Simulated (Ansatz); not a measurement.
# Ga: the change of largest V_zz and pressure with volume scale

All results are calculated (Ansatz 0.2.0). Periodic Kohn-Sham DFT of a crystal at fixed atoms, scaled to volume_scale times the given cell; pressure positive in compression, energy less spherical unpolarised free atoms, largest_vzz the field gradient of largest size among the nuclei.

The cell before it is scaled or strained (space group Cmcm, No. 63):
```
cell vectors (Å)
   1.4500    -4.0650     0.0000
   1.4500     4.0650     0.0000
   0.0000     0.0000     3.1700
atoms (fractions of the cell vectors)
Ga  0.86700  0.13300  0.25000
Ga  0.13300  0.86700  0.75000
```

Settings of every row: method all-electron PAW; functional LDA; relativity scalar; k mesh 12x12x10; filling fermi-dirac; smearing width 0.08 eV; nucleus gaussian.

Atom start moment: 0 on all atoms.

Limits: no gap: field gradients move with the k mesh.

| row | volume scale | V (Å³/atom) | largest V_zz (1e21 V/m^2) | pressure (GPa) |
| --- | --- | --- | --- | --- |
| 1 | 0.94 | 17.564 | -2.962 | -0.59 |
| 2 | 0.95 | 17.751 | -2.942 | -1.215 |
| 3 | 0.96 | 17.937 | ? | ? |
| 4 | 0.98 | 18.311 | -2.878 | -2.864 |
| 5 | 0.99 | 18.498 | -2.855 | -3.346 |
| 6 | 1 | 18.685 | -2.832 | -3.795 |
| 7 | 1.01 | 18.872 | -2.808 | -4.218 |
| 8 | 1.02 | 19.058 | -2.784 | -4.614 |
| 9 | 1.04 | 19.432 | -2.732 | -5.331 |
| 10 | 1.05 | 19.619 | -2.706 | -5.656 |
| 11 | 1.06 | 19.806 | -2.679 | -5.96 |

Question: what largest V_zz and pressure should row 3 give?

Worked fit of largest V_zz. Take t = volume scale − 1. The shown rows have t = -0.06, -0.05, -0.02, -0.01, 0, 0.01, 0.02, 0.04, 0.05, 0.06. Least squares give largest V_zz = −2.832 + 2.36 × t + 3.2 × t² 1e21 V/m^2; a straight line predicts inner rows, each left out in turn, worse (root mean square 0.0044 against 0.00032 1e21 V/m^2). All shown rows lie on it to the printed digit. The withheld row has t = -0.04, so the fit gives −2.832 + 2.36 × (-0.04) + 3.2 × (-0.04)² = -2.921 1e21 V/m^2.

The calculation gave -2.921 1e21 V/m^2. The fit meets it to the printed digit.

Worked fit of pressure. Take u = (V_r/V)^(2/3) − 1 with V_r = 18.779 Å³ an atom, which is twice the finite (Eulerian) strain; such expansions in the strain, on which the Birch-Murnaghan equation of state is built, carry the rest volume and the bulk modulus. The shown rows have u = 0.0456, 0.03824, 0.01697, 0.0101, 0.00335, -0.00329, -0.00978, -0.02253, -0.02875, -0.03487. Least squares give pressure = −4.0124 + 63.652 × u + 235.09 × u² + 332 × u³ GPa; a parabola predicts inner rows, each left out in turn, worse (root mean square 0.0044 against 0.0015 GPa). The rows lie off it by 0.000, 0.001, -0.001, -0.001, 0.002, 0.001, -0.001, 0.000, 0.000, 0.000. The withheld row has u = 0.03105, so the fit gives −4.0124 + 63.652 × (0.03105) + 235.09 × (0.03105)² + 332 × (0.03105)³ = -1.799 GPa.

The calculation gave -1.801 GPa. The fit lies 0.002 GPa (0.037 % of the column's range) above it; its largest miss of a shown row is 0.002 GPa.
